Levels of helium-like Ni26+ (Z = 28) from B-spline many-body code 1: no-pair Dirac configuration interaction (CI) for two electrons with no core, finite nucleus of rms radius 3.7757 fm. The CI energies include only the Coulomb interaction between the electrons; the CI+MBPT energies add the Breit interaction and QED. Both are excitation energies above 1s2.

| configuration | term | j | parity | jj | term purity | lande g | energy CI (eV) | energy, CI+MBPT (eV) |
| --- | --- | --- | --- | --- | --- | --- | --- | --- |
| 1s2 | 1S | 0 | even | 1/2,1/2 | 1.00 | n/a | 0 | 0 |
| 1s2s | 3S | 1 | even | 1/2,1/2 | 1.00 | 2.002 | 7743.0 | 7730.7 |
| 1s2p | 3P | 0 | odd | 1/2,1/2 | 1.00 | n/a | 7772.6 | 7762.6 |
| 1s2p | 3P | 1 | odd | 1/2,1/2 | 0.889 | 1.445 | 7777.2 | 7764.8 |
| 1s2s | 1S | 0 | even | 1/2,1/2 | 1.00 | n/a | 7776.0 | 7765.4 |
| 1s2p | 3P | 2 | odd | 1/2,3/2 | 1.00 | 1.501 | 7798.3 | 7785.5 |
| 1s2p | 1P | 1 | odd | 1/2,3/2 | 0.888 | 1.056 | 7817.4 | 7804.7 |
| 1s3s | 3S | 1 | even | 1/2,1/2 | 1.00 | 2.002 | 9174.7 | 9161.9 |
| 1s3p | 3P | 0 | odd | 1/2,1/2 | 1.00 | n/a | 9182.9 | 9170.7 |
| 1s3s | 1S | 0 | even | 1/2,1/2 | 1.00 | n/a | 9183.3 | 9171.1 |
| 1s3p | 3P | 1 | odd | 1/2,1/2 | 0.878 | 1.440 | 9184.1 | 9171.4 |
| 1s3p | 3P | 2 | odd | 1/2,3/2 | 1.00 | 1.501 | 9190.4 | 9177.5 |
| 1s3d | 3D | 2 | even | 1/2,3/2 | 0.645 | 1.108 | 9195.1 | 9182.1 |
| 1s3d | 3D | 1 | even | 1/2,3/2 | 1.00 | 0.4988 | 9195.0 | 9182.2 |
| 1s3p | 1P | 1 | odd | 1/2,3/2 | 0.878 | 1.061 | 9195.6 | 9182.7 |
| 1s3d | 3D | 3 | even | 1/2,5/2 | 1.00 | 1.334 | 9197.4 | 9184.4 |
| 1s3d | 1D | 2 | even | 1/2,5/2 | 0.645 | 1.059 | 9197.6 | 9184.8 |
| 1s4s | 3S | 1 | even | 1/2,1/2 | 1.00 | 2.002 | 9670.5 | 9657.7 |
| 1s4p | 3P | 0 | odd | 1/2,1/2 | 1.00 | n/a | 9673.9 | 9661.3 |
| 1s4s | 1S | 0 | even | 1/2,1/2 | 1.00 | n/a | 9674.0 | 9661.4 |
| 1s4p | 3P | 1 | odd | 1/2,1/2 | 0.874 | 1.438 | 9674.4 | 9661.6 |
| 1s4p | 3P | 2 | odd | 1/2,3/2 | 1.00 | 1.501 | 9677.1 | 9664.2 |
| 1s4d | 3D | 2 | even | 1/2,3/2 | 0.658 | 1.110 | 9679.0 | 9666.1 |
| 1s4d | 3D | 1 | even | 1/2,3/2 | 1.00 | 0.4988 | 9679.0 | 9666.1 |
| 1s4p | 1P | 1 | odd | 1/2,3/2 | 0.874 | 1.063 | 9679.2 | 9666.3 |
| 1s4d | 3D | 3 | even | 1/2,5/2 | 1.00 | 1.334 | 9680.0 | 9667.0 |
| 1s4f | 3F | 3 | odd | 1/2,5/2 | 0.569 | 1.048 | 9680.1 | 9667.2 |
| 1s4d | 1D | 2 | even | 1/2,5/2 | 0.658 | 1.057 | 9680.1 | 9667.2 |
| 1s4f | 3F | 2 | odd | 1/2,5/2 | 1.00 | 0.6659 | 9680.1 | 9667.2 |
| 1s4f | 3F | 4 | odd | 1/2,7/2 | 1.00 | 1.251 | 9680.6 | 9667.7 |
| 1s4f | 1F | 3 | odd | 1/2,7/2 | 0.569 | 1.036 | 9680.6 | 9667.7 |
| 1s5s | 3S | 1 | even | 1/2,1/2 | 1.00 | 2.002 | 9898.7 | 9885.8 |
| 1s5p | 3P | 0 | odd | 1/2,1/2 | 1.00 | n/a | 9900.4 | 9887.7 |
| 1s5s | 1S | 0 | even | 1/2,1/2 | 1.00 | n/a | 9900.5 | 9887.7 |
| 1s5p | 3P | 1 | odd | 1/2,1/2 | 0.871 | 1.437 | 9900.7 | 9887.8 |
| 1s5p | 3P | 2 | odd | 1/2,3/2 | 1.00 | 1.501 | 9902.1 | 9889.1 |

Each row is a level of helium-like nickel, one electron in $1s$ and the other in $nl$. The term and the column j give $^{2S+1}L_J$, the column jj gives the one-electron angular momenta of the dominant pair, term purity is the weight of the named $LS$ term, and lande g is the magnetic $g$ factor. Energies are excitation energies above $1s^2$. Ni$^{26+}$ has no core, so there is no core-valence correlation: "energy CI" is the Dirac-Coulomb result, and the last column, called final below, adds the Breit interaction and QED together. Numbers with two decimals for levels up to $1s3d\ ^3D_1$ use the finer energies of the same calculation.

### The pattern and the rows that leave it

An excited electron far out sees the nucleus screened by one $1s$ electron, a net charge $z = Z-1 = 27$. Its binding energy, the ionisation energy minus the excitation energy, should follow the one-electron Dirac formula. With $\alpha$ the fine-structure constant and $j$ the second entry of the jj column, its expansion is

$$B_{nj} \approx \frac{z^2}{n^2}\,(13.606\ \text{eV})\left[1+\frac{(z\alpha)^2}{n^2}\left(\frac{n}{j+\tfrac12}-\frac34\right)\right].$$

For $4f_{7/2}$ the first factor is $13.606\times729/16 = 619.9$ eV. With $(27\alpha)^2 = 0.0388$ the bracket adds $619.9\times0.0388/64 = 0.4$ eV, which gives 620.3 eV. The CI ionisation energy of the run is 10300.9 eV, and $10300.9-9680.6 = 620.3$ eV. All four $4f$ levels lie on the full Dirac formula within rounding, and the $d$ levels within 0.25 eV. The $s$ and $p$ levels leave it, by up to 47.6 eV for $1s2s\ ^3S_1$; only $1s4p\ ^1P_1$, 0.10 eV less bound than the formula, stays as close as the $d$ levels. That first break is already present in CI and so belongs to the Coulomb repulsion.

A second pattern appears between the two energy columns. The tabulated excitation energies drop by 12.2 to 13.0 eV in every excited row but two: $1s2p\ ^3P_0$ drops 10.0 eV and $1s2s\ ^1S_0$ drops 10.6 eV. The common drop belongs to the reference state, whose ionisation energy falls by 12.9 eV to 10288.0 eV. Subtracting each drop from 12.9 eV leaves the binding that the level itself loses. These losses share an uncertainty of 0.1 eV from the rounding of the two ionisation energies, which cancels in intervals between levels. The two $J=0$ levels of $n=2$ lose 2.84 and 2.27 eV; no other $n=2$ level loses more than 0.67 eV.

### The Coulomb break: penetration and exchange

The charge cloud of a $1s$ electron produces, in atomic units, the repulsion $1/r-(Z+1/r)e^{-2Zr}$. The first term is the full screening already counted in $z=27$. The second is screening that fails inside the cloud, and it adds the binding

$$D=\langle nl|(Z+1/r)\,e^{-2Zr}|nl\rangle .$$

Antisymmetry adds the exchange integral $K=G^l(1s,nl)/(2l+1)$, where $G^l$ is the Slater exchange integral; it binds triplets by $+K$ and singlets by $-K$. Both were evaluated with non-relativistic hydrogenic orbitals, charge 28 for $1s$ and 27 for the outer electron, except that outer $s$ orbitals take 28 so as to stay orthogonal to $1s$. Nothing in this section is fitted, so every row is a test.

For $2s$ the integrals are $D=\tfrac{13}{324}Z$ and $K=\tfrac{16}{729}Z$ hartree, or 30.57 and 16.72 eV. The sum, 47.29 eV, is 0.6 % below the CI excess of the triplet, and the difference, 13.85 eV, is 5 % below the 14.56 eV of the singlet. The close match of the triplet is partly luck: relativistic contraction of the orbitals and higher orders in $1/Z$ are both left out, and they have opposite signs. Both integrals sample only the region of the $1s$ cloud. There an $nl$ orbital behaves as $r^l$, and its shape is almost independent of $n$ while its squared amplitude falls as $n^{-3}$. The first fact takes $K$ from 11.79 eV for $2p$ to 0.16 eV for $3d$ and below 0.01 eV for $4f$. The second shows in the $^3S_1$ excesses 47.58, 13.29, 5.52 and 2.80 eV, which times $n^3$ become 381, 359, 353 and 350 eV. The $f$ rows are smooth because the centrifugal barrier keeps the electron out of the only region where the ion differs from a point charge.

For $l>0$ the triplets with $J=l\pm1$ have no partner of equal $J$ in the configuration, which is the main reason for their purity of 1.00. The triplet and singlet with $J=l$ are mixed by the spin-orbit term $\zeta\,\mathbf l\cdot\mathbf s$ of the outer electron:

$$\begin{pmatrix}-K-\zeta/2 & \tfrac{\zeta}{2}\sqrt{l(l+1)}\\ \tfrac{\zeta}{2}\sqrt{l(l+1)} & +K\end{pmatrix},\qquad \zeta=\frac{2\,(B_{n,l-1/2}-B_{n,l+1/2})}{2l+1}.$$

For $2p$, $\zeta=16.44$ eV exceeds $K$, and the coupling is intermediate. The levels group by the $j$ of the $2p$ electron, the final triplet intervals of 2.24 and 20.72 eV are far from the Landé ratio 1:2, and the matrix gives a purity of 0.904 against the tabulated 0.889. The $g$ factor tells the same: $1+0.501\times0.889=1.445$. As $K/\zeta\to0$ the purity tends to the $jj$ limit $(l+1)/(2l+1)$, which is 0.600 for $d$ and 0.571 for $f$. The $d$ levels with $J=2$, at 0.645 and 0.658, are near it and the $4f$ levels with $J=3$, at 0.569, have reached it, so the $LS$ names of these rows carry little meaning. The matrix also reproduces the opposite drifts with $n$, purity falling along $np$ and rising from $3d$ to $4d$.

The Coulomb model fails most for the levels built on $p_{1/2}$. It underbinds $2p\ ^3P_0$ and $^3P_1$ by 1.29 and 1.14 eV, but $^3P_2$ and $^1P_1$ by only 0.32 and 0.36 eV. Put differently, the CI interval $^3P_0$ to $^3P_2$ is 25.63 eV where the screened formula gives $\tfrac32\zeta=24.66$ eV. The unscreened charge that the spin-orbit operator meets inside the $1s$ cloud is not the reason, because in a triplet the exchange part of the two-electron spin-orbit term largely offsets it. The likelier cause is the orbital: the attractions $D$ and $K$ pull the triplet $2p$ function inward and raise $\langle r^{-3}\rangle$ above its value for charge 27. The sign agrees; the model does not compute the size.

### The magnetic break in the singlet S levels

Each electron carries a magnetic moment, and the Breit interaction couples these moments to each other and to the orbital currents. The hyperfine structure of hydrogen is a close analogy, with the $1s$ electron in the role of the magnetic nucleus: an outer $s$ electron feels it through a contact term, an electron with $l>0$ through an orbital and a dipolar term that both go as $r^{-3}$. The analogy stops at three points. The moment is a Bohr magneton, the inner "nucleus" is a cloud of radius about $1/Z$, and the two particles are identical, which changes the contact term completely.

The spin-spin contact operator is $-\tfrac{8\pi}{3}\alpha^2\,\mathbf s_1\!\cdot\!\mathbf s_2\,\delta(\mathbf r_{12})$. A triplet has an antisymmetric spatial function that vanishes at $\mathbf r_1=\mathbf r_2$, so it is untouched, whereas in hydrogen both hyperfine levels move. A singlet has $\mathbf s_1\!\cdot\!\mathbf s_2=-\tfrac34$ and is raised by $2\pi\alpha^2\langle\delta(\mathbf r_{12})\rangle$. For the symmetric function $(ab+ba)/\sqrt2$ of orbitals $a=1s$ and $b=2s$, $\langle\delta\rangle=2\int a^2b^2\,d^3r$. With $x=Zr$, $a^2=\frac{Z^3}{\pi}e^{-2x}$ and $b^2=\frac{Z^3}{8\pi}(1-x/2)^2e^{-x}$,

$$\int a^2b^2\,d^3r=\frac{Z^3}{2\pi}\int_0^\infty x^2\left(1-x+\tfrac{x^2}{4}\right)e^{-3x}dx=\frac{Z^3}{2\pi}\left(\frac{2}{27}-\frac{6}{81}+\frac{6}{243}\right)=\frac{Z^3}{81\pi}.$$

The shift is $4\alpha^2Z^3/81$ hartree. With $\alpha^2=5.325\times10^{-5}$ and $Z^3=21952$, $\alpha^2Z^3=1.169$ hartree $=31.81$ eV, and $4/81$ of this is 1.57 eV. No other Breit term competes in a single $1sns$ configuration: there is no orbital momentum, and the exchange current between two $s$ orbitals is radial and makes no magnetic field.

The clean test is the singlet-triplet gap, because the one-electron QED shift of the $2s$ orbital is nearly the same in both. The gap of 33.02 eV in CI widens by 1.60 eV, and the contact estimate is 2 % below that. At $n=3$ the gap widens by 0.49 eV against an estimate of 0.45 eV. At $n=4$ and 5 the changes of 0.2 and 0.1 eV agree with the estimate but are of the size of the rounding.

The same term accounts for much of the common drop. For $1s^2$, $\langle\delta\rangle=Z^3/8\pi$ and the shift is $\alpha^2Z^3/4=7.95$ eV. The other part can be read from the run. Its two-electron removal energy, 21063.5 eV, minus the final ionisation energy gives a $1s$ binding of 10775.5 eV in the hydrogen-like ion, 5.08 eV less than the point-nucleus Dirac value for $Z=28$. This is the Lamb shift plus a nuclear-size part of order 0.1 eV, the latter already present in CI. The two effects add, and $12.9-5.08=7.8$ eV is left for the contact term, or about 7.9 eV once the nuclear-size part is put back. Either lies within 2 % of the estimate, a closeness that is partly luck, since mutual screening lowers the estimate and relativistic contraction raises it. Scaled by $n^{-3}$, the one-electron correction predicts 0.64 and 0.19 eV for $2s$ and $3s$, and the $^3S_1$ levels, free of the contact term, lose 0.67 and 0.17 eV. The loss of $2s\ ^1S_0$ is then $0.67+1.60=2.27$ eV, a QED part shared with the triplet and a magnetic part of its own.

This split is inferred, since the final column contains Breit and QED together, and it ignores the screening of the Lamb shift by the second electron. It describes the content of the calculation better than it describes nature: the final ionisation energy lies 0.9 eV below the tabulated theoretical 10288.9 eV, several times the mismatch just found. An error in the ground state would move all excitation energies together and largely cancel in the intervals. The run does not show where the deficit comes from.

### The magnetic break in the $^3P_0$ levels

For $l>0$, treat the inner spin as a point moment at the origin and set $\beta=\alpha^2\langle r^{-3}\rangle$, with $\langle r^{-3}\rangle=z^3/[n^3l(l+\tfrac12)(l+1)]$. The spin-other-orbit term is $-\beta\,\mathbf l\cdot\mathbf s_1$, with $\mathbf s_1$ the inner spin, and within a triplet it equals $-\tfrac{\beta}{2}\mathbf L\cdot\mathbf S$. For $^3P_{0,1,2}$, $\mathbf L\cdot\mathbf S=-2,-1,+1$, so the shifts are $+\beta$, $+\beta/2$ and $-\beta/2$.

The dipolar spin-spin term is $\alpha^2r^{-3}[\mathbf s_1\!\cdot\!\mathbf s_2-3(\mathbf s_1\!\cdot\!\hat{\mathbf r})(\mathbf s_2\!\cdot\!\hat{\mathbf r})]$, which for $S=1$ reduces to $\alpha^2r^{-3}[1-\tfrac32(\mathbf S\cdot\hat{\mathbf r})^2]$. In $^3P_0$ the spin has zero projection on the direction to the electron, giving $+\beta$. In $^3P_1$ the squared projection is 1, giving $-\beta/2$. The weighted sum over $J$ must vanish, which leaves $+\beta/10$ for $^3P_2$. The totals are $+2\beta$, $0$ and $-0.4\beta$. The $J=0$ level stands out because it is the one in which both terms have the same sign and their largest size.

For $2p$, $\langle r^{-3}\rangle=27^3/24=820$ and $\beta=0.0437$ hartree $=1.19$ eV. The interval between the unmixed levels $^3P_0$ and $^3P_2$ should shrink by $2.4\beta=2.85$ eV. It shrinks by 2.67 eV, from 25.63 to 22.96 eV, so the estimate is 7 % too large. At $n=3$ the figures are 0.85 and 0.77 eV. The closeness owes much to a cancellation. The $r^{-3}$ weight of a $2p$ orbital goes as $re^{-zr}$ and peaks at $r=1/z$, within the $1s$ cloud, where the electron does not see the whole spin; this alone would cut both terms by far more than 7 %. The exchange parts of the same operators, also left out, act the other way. They restore the spin-other-orbit term and only part of the spin-spin term, so the pattern in $J$ is safer than the separate sizes. The loss of $^3P_0$ times $n^3$ is 23 and 21 eV at $n=2$ and 3, as the scaling of $\langle r^{-3}\rangle$ requires; at $n=4$ and 5 the losses of 0.3 and 0.2 eV are too near the rounding to test it.

Together with the Lamb shift of $2s$, the magnetic shifts reorder levels that the Coulomb terms had left close together. In CI $2s\ ^1S_0$ lies 1.22 eV below $2p\ ^3P_1$; it loses 2.27 eV of binding against 0.51 eV and ends 0.54 eV above. On the split made above, its magnetic loss of 1.60 eV alone would fall just short of the crossing, and the Lamb shift completes it. The interval from $^3P_0$ to $^3P_1$ halves from its CI value of 4.57 eV because the magnetic terms raise $^3P_0$ by more. A Coulomb-only calculation therefore puts $2s\ ^1S_0$ and $2p\ ^3P_1$ in the reverse of their final order, although each excitation energy changes by less than 0.2 %.

The $3d$ pair is a miniature of this. There $\beta=\alpha^2\times27^3/405$ hartree $=0.070$ eV, and $^3D_1$ again collects $+2\beta=0.14$ eV. For $J=l$ the diagonal terms cancel, but $-\beta\,\mathbf l\cdot\mathbf s_1$ turns $\zeta$ into $\zeta+\beta$ in the off-diagonal element. This lowers $^3D_2$ by $2\sqrt{0.645\times0.355}\times\beta\sqrt6/2=0.08$ eV. The sum of 0.22 eV matches the computed change of the $^3D_2$ to $^3D_1$ spacing, from $+0.11$ to $-0.12$ eV. The stronger mixing also brings the model purity of $4f\ ^3F_3$ from 0.574 to the tabulated 0.569, just past the $jj$ limit. At $n=4$ and 5 several levels coincide to 0.1 eV and their order is unresolved.

The point-moment picture does not describe individual $p$ levels. Measured against $+2\beta$, $0$ and $-0.4\beta$, the three $2p$ triplet levels all lose about 0.5 to 0.6 eV more. For $^3P_1$ this evenness is only apparent: the stronger mixing, counted below for the gap, should lower it by about 0.5 eV, so it really misses by about 1 eV, and a shift common to the triplet cannot account for all three levels. The contact term also acts in $^1P_1$, where the same integral gives a third of the $2s$ value, about 0.5 eV, yet that level loses only 0.21 eV. Stronger mixing alone would widen the gap between the two $J=1$ levels by about 1 eV, while the table has it narrowing from 40.2 to 39.9 eV. The terms left out are the penetration of the cloud and the exchange parts of the Breit interaction, among them the orbit-orbit term, which does not vanish between $1s$ and $2p$. Its exchange integral is the magnetic attraction of the $1s$–$2p$ overlap current with itself, so it lowers the singlet and raises all three triplet levels alike, the signs that both gaps require. The model does not compute its size. It follows that the improved $2p$ purity with $\beta$ in the mixing, 0.893, may be partly accidental.

### Neighbouring ions

The breaks move along the helium-like sequence according to powers of the charge. In hartree, $D$ and $K$ grow as $Z$, the Breit terms as $\alpha^2Z^3$, $\zeta$ as $\alpha^2Z^4$ and the Lamb shift roughly as $\alpha^3Z^4$. In light ions $K$ dominates $\zeta$, purities for $p$ levels approach 1, and $\beta$ is no longer small beside $\zeta$, their ratio going as $1/Z$. In neutral helium the magnetic terms win outright and $^3P_0$ lies highest in an inverted triplet. In heavier ions the $J=1$ purity falls towards $2/3$. In that limit the lower $J=1$ level keeps only $K/3$ of the exchange binding, so Coulomb forces hold $^3P_0$ below it by at most $2K/3$, linear in $Z$, while the $2\beta$ that lifts $^3P_0$ grows as $Z^3$. Nickel has lost half of its CI interval, and the scaling implies that the two levels cross at higher charge.

A two-electron ion with a closed core, such as a magnesium-like $3snl$ series, would behave differently in the step from CI to the final column. The valence pair is more diffuse and overlaps less tightly, so the contact and $r^{-3}$ terms between the two electrons shrink, while polarisation of the core enters as real correlation. It generally adds binding, most for penetrating orbitals, which is the opposite sign to the losses of the $s$ and $^3P_0$ levels found here.
